Problem: a conduction electron in a silicon sphere, mapped onto a spheroidal cavity

Statement

An electron in one conduction valley of silicon, with valley axis z, is confined by an infinitely high wall. Its Hamiltonian inside is
H = −(ħ²/2m_t)(∂²/∂x² + ∂²/∂y²) − (ħ²/2m_l) ∂²/∂z².
Energies are counted from the bulk band edge. Spin only doubles each level.

Data. Typical masses: m_t = 0.19 m_e, m_l = 0.92 m_e. Assumed shapes: a sphere of radius R = 5.0 nm, and in part (d) an oblate lens with semi-axes A, A, H, where A = 25 nm, H = 2.0 nm and H lies along z. For part (e), typical values: SiO₂ barrier V₀ = 3.1 eV, barrier mass m_b = 0.5 m_e, SiO₂ permittivity ε_out = 3.9, silicon nonparabolicity α = 0.5 eV⁻¹; and the measured static permittivity of silicon ε_in = 11.7 (300 K, compiled value, Ioffe Institute).

(a) Map the sphere onto a cavity with isotropic mass.
(b) Derive the exact condition for the levels and find the two lowest ones.
(c) Derive the adiabatic formula for a long prolate cavity with its next term, and compare with (b).
(d) Do the same for a flat oblate cavity and evaluate it for the lens.
(e) Estimate what the model leaves out.

Solution

(a) Mapping

Put z′ = z √(m_l/m_t). Then (1/m_l) ∂²/∂z² = (1/m_t) ∂²/∂z′², so H = −(ħ²/2m_t)∇′², and Hψ = Eψ becomes ∇′²ψ + k²ψ = 0 with E = ħ²k²/(2m_t). The wall x² + y² + z² = R² becomes (x² + y²)/b² + z′²/a² = 1, with b = R and a = R √(m_l/m_t). Since m_l > m_t the cavity is prolate.

a/b = 2.2005, ε = b/a = 0.45445, ε² = 0.20652
a = 11.002 nm, f = √(a² − b²) = 9.8006 nm
ξ₀ = a/f = √(m_l/(m_l − m_t)) = 1.12262
ħ²/(2m_t) = 3.2128×10⁻³⁸ J m²
E_u = ħ²/(2m_t b²) = 1.2851×10⁻²¹ J = 8.021 meV, so that E = (kb)² E_u.

The shape depends only on the mass ratio, so every level scales as 1/R².

(b) Exact condition

Prolate spheroidal coordinates are ρ = f √((ξ² − 1)(1 − η²)), z′ = f ξ η and the azimuth φ, with ξ ≥ 1 and −1 ≤ η ≤ 1. The surface ξ = ξ₀ has semi-axes f ξ₀ = a and f √(ξ₀² − 1) = b, so it is the wall. With ψ = g(ξ, η) e^(imφ) and c = kf the Helmholtz equation reads
∂_ξ[(ξ² − 1)∂_ξ g] + ∂_η[(1 − η²)∂_η g] − m² [1/(ξ² − 1) + 1/(1 − η²)] g + c²(ξ² − η²) g = 0.
The product g = R(ξ) S(η) separates it, and both factors obey one and the same equation,
d/du[(1 − u²) dy/du] + [λ − c²u² − m²/(1 − u²)] y = 0,
with u = η for S and u = ξ for R. Regularity of S at η = ±1 fixes λ = λ_ml(c), where l = |m| + n and n counts the zeros of S inside (−1, 1). The line ξ = 1 is the segment between the foci and lies inside the cavity, so R must be the solution that stays finite there, the radial function of the first kind. The wall then gives
R⁽¹⁾_ml(c, ξ₀) = 0, c = kf, ξ₀ = a/f.
Each root c gives E = E_u (cb/f)². The parameter c enters through λ as well, so λ must be recomputed for each trial c.

For m = 0 expand S = Σ d_r P_r(η), with r even for even n and odd for odd n. Reducing u²P_r to Legendre polynomials gives
α_r d_(r+2) + (β_r − λ) d_r + γ_r d_(r−2) = 0,
α_r = (r+1)(r+2)c²/((2r+3)(2r+5)),
β_r = r(r+1) + (2r(r+1) − 1)c²/((2r−1)(2r+3)),
γ_r = r(r−1)c²/((2r−3)(2r−1)).
At large r the ratio d_r/d_(r−2) falls as −c²/(4r²), so the series converges for every u. It solves the common equation and is regular at u = 1, hence it is proportional to R⁽¹⁾ for u > 1. The condition becomes F(c) = Σ d_r P_r(ξ₀) = 0.

Ground level, n = 0, with d₀ = 1. At the trial value c = 5.22 the lowest eigenvalue of the recurrence is λ = 4.4187, and:

r | d_r | P_r(ξ₀) | d_r P_r
0 | 1 | 1 | 1
2 | −1.2838 | 1.3904 | −1.78498
4 | 0.4215 | 2.5977 | 1.09505
6 | −0.06864 | 5.588 | −0.38355
8 | 6.64×10⁻³ | 12.84 | 0.08527
10 | −4.24×10⁻⁴ | 30.54 | −0.01295
12 | 1.91×10⁻⁵ | 74.24 | 0.00142
14 | −6.42×10⁻⁷ | 183.1 | −0.00012
16 | 1.66×10⁻⁸ | 456.4 | 0.00001

The unrounded terms sum to F(5.22) = +1.4×10⁻⁴. At c = 5.23, λ = 4.4288 and F = −4.5×10⁻⁵. Linear interpolation gives c₀ = 5.2276, and
k₀ = c₀/f = 5.334×10⁸ m⁻¹, (k₀b)² = 7.113,
E₀ = 9.141×10⁻²¹ J = 57.05 meV.

First excited level, n = 1, with d₁ = 1. At c = 6.24, λ = 16.74 and F = +1.9×10⁻⁴; at c = 6.25, λ = 16.77 and F = −1.4×10⁻⁴. Hence c₁ = 6.2458, and
k₁ = 6.373×10⁸ m⁻¹, (k₁b)² = 10.153,
E₁ = 1.305×10⁻²⁰ J = 81.44 meV.
The spacing is E₁ − E₀ = 24.39 meV, or 5.90 THz. The states have opposite parity in z, so the transition is dipole allowed for a field along the valley axis.

A variational bound tests E₀. The spherical trial function sin(πr/R)/r has ⟨p_x²⟩ = ⟨p_y²⟩ = ⟨p_z²⟩ = ħ²π²/(3R²), so (k₀b)² ≤ π²(2 + ε²)/3 = 7.259, or 58.23 meV. This equals the isotropic result for the mass 3/(2/m_t + 1/m_l) = 0.258 m_e, and it lies 2.1 % above the exact level.

In a sphere the three valley axes are equivalent, so six valleys and two spin states make E₀ twelvefold degenerate in this model.

(c) Long prolate cavity

For a ≫ b the motion across the axis is fast. At fixed z′ the section is a disc of radius ρ_w = b √(1 − z′²/a²), with states J_m(jρ/ρ_w) e^(imφ), where j is a zero of J_m; for R⁽¹⁾ the s-th root in c goes with the s-th zero. The disc eigenvalue acts as a potential for the slow motion:
−χ″ + (j²/b²)(1 + z′²/a² + z′⁴/a⁴ + …) χ = k² χ.
The quadratic term gives the oscillator −d²/dz′² + ω²z′² with ω = j/(ab), whose eigenvalues are (2n + 1)ω. Thus
k² = j²/b² + (2n + 1) j/(ab),
and levels of fixed j are equidistant, with step 2j/(ab) in k². The quartic term enters in first order through ⟨z′⁴⟩ = 3(2n² + 2n + 1)/(4ω²) and adds 3(2n² + 2n + 1)/(4a²). The z′-dependence of the disc function brings a diagonal term proportional to (ρ_w′/ρ_w)² ≈ z′²/a⁴, of order ε³/b² since ⟨z′²⟩ is of order ab, while coupling to other disc states starts at ε⁴/b². Therefore
(kb)² = j² + (2n + 1) jε + (3/4)(2n² + 2n + 1) ε² + O(ε³).

For m = 0 and the first zero, j = 2.40483, j² = 5.7832 and jε = 1.0929.

n | (kb)² to ε | to ε² | exact | E to ε | to ε² | exact (meV)
0 | 6.876 | 7.031 | 7.113 | 55.15 | 56.40 | 57.05
1 | 9.062 | 9.836 | 10.153 | 72.68 | 78.90 | 81.44
2 | 11.248 | 13.261 | not evaluated | 90.22 | 106.37 | not evaluated

The extra digits in the series columns serve the comparison only. The remainders 0.082 and 0.317 in (kb)² are of the expected order, as ε³ = 0.0939. The oscillator formula is 3.3 % low for E₀ but much worse for the spacing: its step 2jεE_u = 17.53 meV lies 28 % below the exact 24.39 meV. To order ε² the step from n to n + 1 is [2jε + 3(n + 1)ε²]E_u, which gives 22.50 meV and then 27.47 meV; the first of these is still 7.7 % low. The growth per step relative to the harmonic step is 3ε/(2j) = 0.28. The silicon sphere is therefore not a ladder of equal steps. That description holds to 5 % only for a/b above 12.5.

The lowest |m| = 1 pair has j = 3.83171 and lies at about 133 meV to order ε², above the n = 2 level, so the levels found in (b) are the two lowest.

(d) Flat oblate cavity

For semi-axes a, a, h with h ≪ a the fast motion is across the local thickness 2h √(1 − ρ²/a²), with eigenvalue
(pπ/2h)² (1 + ρ²/a² + ρ⁴/a⁴ + …), p = 1, 2, …
The quadratic term gives the plane oscillator −∇² + ω²ρ² with ω = pπ/(2ah) and eigenvalues 2ω(2n_r + |m| + 1). Hence
k² = p²π²/(4h²) + (2n_r + |m| + 1) pπ/(ah).
Shells with N = 2n_r + |m| + 1 are equidistant and N-fold degenerate at this order. With w = ωρ², the oscillator states have ⟨w²⟩ = Q = 6n_r² + 6n_r(|m| + 1) + (|m| + 1)(|m| + 2), and the quartic term adds Q/a².

For the two valleys along z the lens maps to a = A = 25 nm and h = H √(m_l/m_t) = 4.401 nm, so h/a = 0.176. The heavy mass makes the cavity less flat than the real lens. For p = 1:
π²/(4h²) = 1.274×10¹⁷ m⁻², giving 25.55 meV
π/(ah) = 2.855×10¹⁶ m⁻², giving 5.73 meV
1/a² = 1.6×10¹⁵ m⁻², giving 0.321 meV

(n_r, m) | N | Q | oscillator (meV) | with Q/a² (meV)
(0, 0) | 1 | 2 | 31.3 | 31.9
(0, ±1) | 2 | 6 | 37.0 | 38.9
(0, ±2) | 3 | 12 | 42.7 | 46.6
(1, 0) | 3 | 14 | 42.7 | 47.2

The steps along n_r = 0 become 7.0 meV and 7.7 meV in place of 5.73 meV, and the N = 3 shell splits by 0.64 meV.

The next order shows how far these figures hold. For n_r = 0 and p = 1, with M = |m| + 1, the ρ⁶ term gives ⟨w³⟩ = M(M+1)(M+2), the quartic term in second order gives −M(M+1)² − M(M+1)/4, and the diagonal adiabatic term gives CM. Here C = π²/12 + 1/4 is the norm of ∂χ/∂L at L = 1 for χ = L^(−1/2) cos(πz/2L). Their sum adds [(3/4)M(M+1) + CM](2/π) h/a³ to k², which is 0.09, 0.24 and 0.44 meV for |m| = 0, 1, 2. The last column is thus low by up to about half a meV.

The four valleys with axes in the plane have the mass m_t across the lens. The lens fits inside a slab of thickness 2H, so their levels lie above π²ħ²/(8m_tH²) = 123.7 meV and do not enter the table.

(e) What the model omits, for the sphere

Finite barrier. Continuity of ψ and of ψ′/m at a flat wall moves the effective node outward by δ = m_b/(mκ), where κ = √(2m_bV₀)/ħ = 6.38×10⁹ m⁻¹ for E ≪ V₀. This is 0.41 nm where the normal is transverse (m = m_t) and 0.085 nm along z (m = m_l). Enlarging the two real semi-axes by these amounts in the oscillator formula lowers E₀ by roughly 14 %.

Nonparabolicity. Solving E(1 + αE) = E₀ lowers the level by the fraction αE₀ ≈ 0.03.

Polarisation. The charge induced at the Si/SiO₂ interface gives a self-energy whose position-independent term is (e²/8πε₀R)(1/ε_out − 1/ε_in) = 25 meV. This rivals the level spacing but shifts all levels alike. The next term is (e²/8πε₀R) · 2(ε_in − ε_out)/(ε_in(ε_in + 2ε_out)) · r²/R², with prefactor 9.8 meV; it changes the spacing by an amount of the order of 1 meV.

Valley coupling at a real interface lifts the valley degeneracy. A typical size is of order 1 meV, and it can reach several meV in a layer as thin as the lens, where it rivals the step of part (d).

Answers. The model's levels for the sphere are E₀ = 57.05 meV and E₁ = 81.44 meV, exact for the stated Hamiltonian and inputs. For an oxide-embedded crystal of this size the estimates above put the kinetic confinement energy some 15 to 20 % lower and add a nearly common polarisation shift of about 25 meV. The equidistant formula underestimates the first spacing by 28 % at a/b = 2.2, and for the lens it gives 5.73 meV against 7.0 meV at the next order.